If a method gives a crystal the right size, it is natural to trust it for the stiffness too. Cadmium fluoride, CdF2, shows why that trust can fail. PM7 puts the volume within 3 percent of the r2SCAN value, closer than PBE comes, yet its bulk modulus is nearly twice as large. The bulk modulus measures how strongly a solid resists a change of volume, and an estimate by hand shows how it can go wrong while the volume looks sound.

CdF2 (space group Fm-3m, periodic in three directions) computed with density-functional, semi-empirical and tight-binding methods, without spin polarization or spin–orbit coupling. Band gaps are for the cell relaxed with r2SCAN; volumes come from each method's own relaxation or energy curve, and bulk moduli are for a fixed cell shape.

| name | kind | band gap (eV) | volume per atom (Å³) | bulk modulus (GPa) | atoms computed |
| --- | --- | --- | --- | --- | --- |
| PBE coarse-settings | low cutoff and mesh | 3.202 | n/a | n/a | 3 |
| PBE | semilocal | 3.100 | 13.720 | 93.20 | 3 |
| PM7 | semi-empirical | 9.467 | 12.686 | 216.00 | 96 |
| GFN1-xTB tblite | tight binding | 0.000 | n/a | n/a | 96 |
| r2SCAN | semilocal | 3.794 | 13.037 | 112.80 | 3 |
| GFN2-xTB tblite | tight binding | 4.407 | n/a | n/a | 96 |
| PBE sz-orbitals | small basis | 2.564 | n/a | n/a | 3 |
| PBE SZV | small basis | 2.625 | 14.347 | 91.70 | 3 |
| GLLB-SC | model potential | 6.168 | n/a | n/a | 3 |
| PBE DZVP | small basis | 3.035 | 13.942 | 91.40 | 3 |
| PM6 | semi-empirical | 3.025 | n/a | n/a | 96 |

Picture the crystal as Cd²⁺ and F⁻ ions. Their charges pull the lattice together, and the overlap of their electron shells pushes it apart. The ions settle where the two forces are equal, and this balance fixes the volume. Stiffness depends on something else, namely how fast the balance is upset when the ions move closer. A repulsion that rises more steeply makes a stiffer crystal, even at the same distance between the ions.

To turn this into numbers, write the energy of one CdF2 unit as −M e²/r + b/rⁿ. Here r is the Cd–F distance, e the elementary charge, and M, about 5.0, sums the attractions and repulsions of all the charges in this lattice. The strength b of the shell repulsion drops out, because the forces must cancel at the equilibrium distance. The curvature of the energy then gives the bulk modulus, B = (n − 1) M e²/(9 V r), where V is the volume of one CdF2 unit.

In this structure V = 16 r³/(3√3), or about 3.08 r³, so B falls as the fourth power of the distance. For the steepness n I take 8.5, the mean of the customary rough values for the two ions, 7 for F⁻ and 10 for Cd²⁺. The rule of thumb is then **B ≈ 3150/r⁴**, with r in Å and B in GPa. Compare two crystals of this type, each at rest, with the same charges and the same n: a distance 1 percent longer should cost about 4 percent of the stiffness. That is why a larger metal ion usually makes a softer fluoride of this type. Stretching one and the same crystal by 1 percent costs far more, roughly 15 percent in this model, because the shell repulsion that makes it stiff fades quickly with distance.

Take r2SCAN first. Its volume per atom is 13.037 Å³, so one CdF2 unit fills 3 × 13.037 = 39.1 Å³. Dividing by 3.08 gives r³ = 12.7 Å³, hence r = 2.333 Å and r⁴ = 29.6 Å⁴. The rule yields 3150/29.6 = 106 GPa, 6 percent below the computed modulus.

For PBE the same steps start from a larger volume and lead to r = 2.373 Å. The estimate is 99 GPa, 6 percent above the computed modulus. Neither row was used to set the constant, which comes from the charges, the lattice and the customary n.

All four density-functional rows with a modulus agree with the rule within 7 percent. This is better than the input deserves, since changing n by one unit moves the estimate by 13 percent. The rule also catches only part of the step between methods: r2SCAN is computed to be 21 percent stiffer than PBE, while the rule, which keeps the same n for both, gives 7 percent. It is therefore a guide to the size of the modulus, not a way to rank functionals. The printed output below compares the rule with each row that has a modulus.

Even the volume can be estimated without a computer. Rough ionic radii of 1.1 Å for Cd²⁺ and 1.3 Å for F⁻ add up to r = 2.4 Å. This gives about 14.2 Å³ per atom and 95 GPa. Against r2SCAN the volume is 9 percent too large and the modulus 16 percent too small, while PBE lies closer on both counts.

PM7 doesn't follow the rule. To reach its modulus at its own volume with full ionic charges, the rule would need n near 16, whereas the density-functional rows ask for 8 to 9. In the language of the model, PM7 has nearly the same balance point as r2SCAN, but its energy curve bends upwards much more sharply around it. Smaller charges don't explain it: PM7 puts only about 1.2 elementary charges on Cd instead of 2, and with such charges the rule would give 39 GPa, still further from the computed 216 GPa. Whether the stiffness comes from the method itself or from the way this one calculation was set up remains open. The practical lesson is that a good volume tests where the forces balance, and only a second quantity, such as the modulus, tests how they change.

The band gap lies beyond the reach of this picture, because it depends on the energies of electron states and not on the force between ions. PBE and r2SCAN give 3.1 and 3.8 eV, far below the measured gap of very roughly 8 eV, as such functionals usually do for insulators. CdF2 is an insulator, so the zero gap of GFN1-xTB is a failure of that calculation, not a sign of a metal. PM6 lands close to PBE, but its gap is of the Hartree–Fock kind, which normally comes out much too large, so the agreement is no support for either.

Printed output of the fit:

```
Ionic rule against computed modulus:
       row  Cd-F distance (angstrom)  fourth power (angstrom^4)  rule (GPa)  computed (GPa)  error of rule (percent)  exponent needed
       PBE                     2.373                      31.72        99.2            93.2                    6.433            8.047
       PM7                     2.312                      28.58       110.1             216                   -49.02            15.71
    r2SCAN                     2.333                      29.64       106.2           112.8                   -5.865            8.967
   PBE SZV                     2.409                      33.67       93.46            91.7                    1.917            8.359
  PBE DZVP                     2.386                      32.41       97.09            91.4                    6.231             8.06
Constant of the rule, modulus times fourth power of distance (GPa angstrom^4): 3147
Change of the rule for one unit of exponent (percent): 13.33
Rms error of the rule over four DFT rows (GPa): 5.367
Rms error if the mean of the four DFT rows is quoted instead (GPa): 8.989
Modulus ratio r2SCAN to PBE, computed: 1.21
Modulus ratio r2SCAN to PBE, rule: 1.07
PM7 modulus, computed over rule: 1.962
Rule for PM7 with its own charges (GPa): 38.66
Volume per atom from ionic radii (angstrom^3): 14.19
Modulus from ionic radii (GPa): 94.85
Volume and modulus from radii against each row:
       row  volume error (percent)  modulus error (percent)  volume above r2SCAN (percent)
       PBE                   3.418                    1.768                          5.239
       PM7                   11.85                   -56.09                         -2.692
    r2SCAN                   8.836                   -15.91                              0
   PBE SZV                  -1.102                    3.433                          10.05
  PBE DZVP                   1.771                    3.772                          6.942
PBE volume per atom estimated from its pressure (angstrom^3): 13.72
The same from the pressure of the coarse run (angstrom^3): 13.16
Gap of r2SCAN less gap of PBE (eV): 0.694
```
